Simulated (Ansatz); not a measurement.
**Ligand exchange: SnH3Br + C2H7NSi → SnH3(NH2) + C2H5BrSi**

Species: SnH3Br `[Br][SnH3]`, singlet; C2H7NSi `C=C[SiH2]N`, singlet; SnH3(NH2), singlet; C2H5BrSi `C=C[SiH2]Br`, singlet. The partners trade Br for NH2: Sn–Br and Si–NH2 bonds give way to Sn–NH2 and Si–Br.

Shapes, held fixed at every level: PBE0-D4/def2-TZVP. Flexible molecules stand in one conformer, not always the lowest. Programs: Ansatz 0.2.0. The zero-point and thermal change to 298 K, harmonic and unscaled (PBE0-D4/def2-TZVP), is -0.8 kJ/mol.

```csv
level,kind,ΔH(298 K) (kJ/mol),less CCSD(T)/def2-TZVPP
SPW92/def2-TZVPP,LDA,+66.7,+5.7
r2SCAN-D4/def2-TZVPP,meta-GGA,+67.5,+6.5
BHLYP-D4/def2-TZVPP,global hybrid,+75.7,+14.7
r2SCAN0-D4/def2-TZVPP,global hybrid,+71.0,+10.0
MP2/def2-SVP,perturbation theory,+68.0,+7.0
CCSD(T)/def2-SVP,coupled cluster or CI,+68.8,+7.8
CCSD(T)/def2-TZVPP,coupled cluster or CI,+61.0,0.0
```

The highest level, CCSD(T)/def2-TZVPP, gives ΔH(298 K) = +61.0 kJ/mol; the levels span +61.0 to +75.7. The column of differences is taken from that level and isn't an error. No measured value is set beside it here. For atoms past krypton def2 sets carry core potentials with scalar relativity. Relativity is left out for Br unless named. Correlated rows may include outer-core shells of Br, Sn, which these sets cover unevenly.

The exchange is clearly endothermic at every level, so amide prefers silicon and bromide is better placed on tin. What counts is the difference between two bond preferences. Nitrogen's compact 2p orbitals overlap well with silicon 3p but less well with the diffuse 5p orbitals of tin, and the short, polar Si–N bond gains further from lone-pair donation into σ* orbitals on silicon. Larger, softer bromine loses less on moving from silicon to tin, so its gain in the strong Si–Br bond cannot repay the lost Si–N bond.

MP2 and CCSD(T) nearly agree in the small basis, whereas enlarging the basis lowers the CCSD(T) value by 7.8 kJ/mol. MP2's offset from the highest level therefore probably reflects basis set more than missing higher-order correlation. The same sensitivity means that the closeness of SPW92 to that level is no evidence of its accuracy. The direction of exchange is secure, but a ranking of the functionals would need correlated energies nearer the basis-set limit.
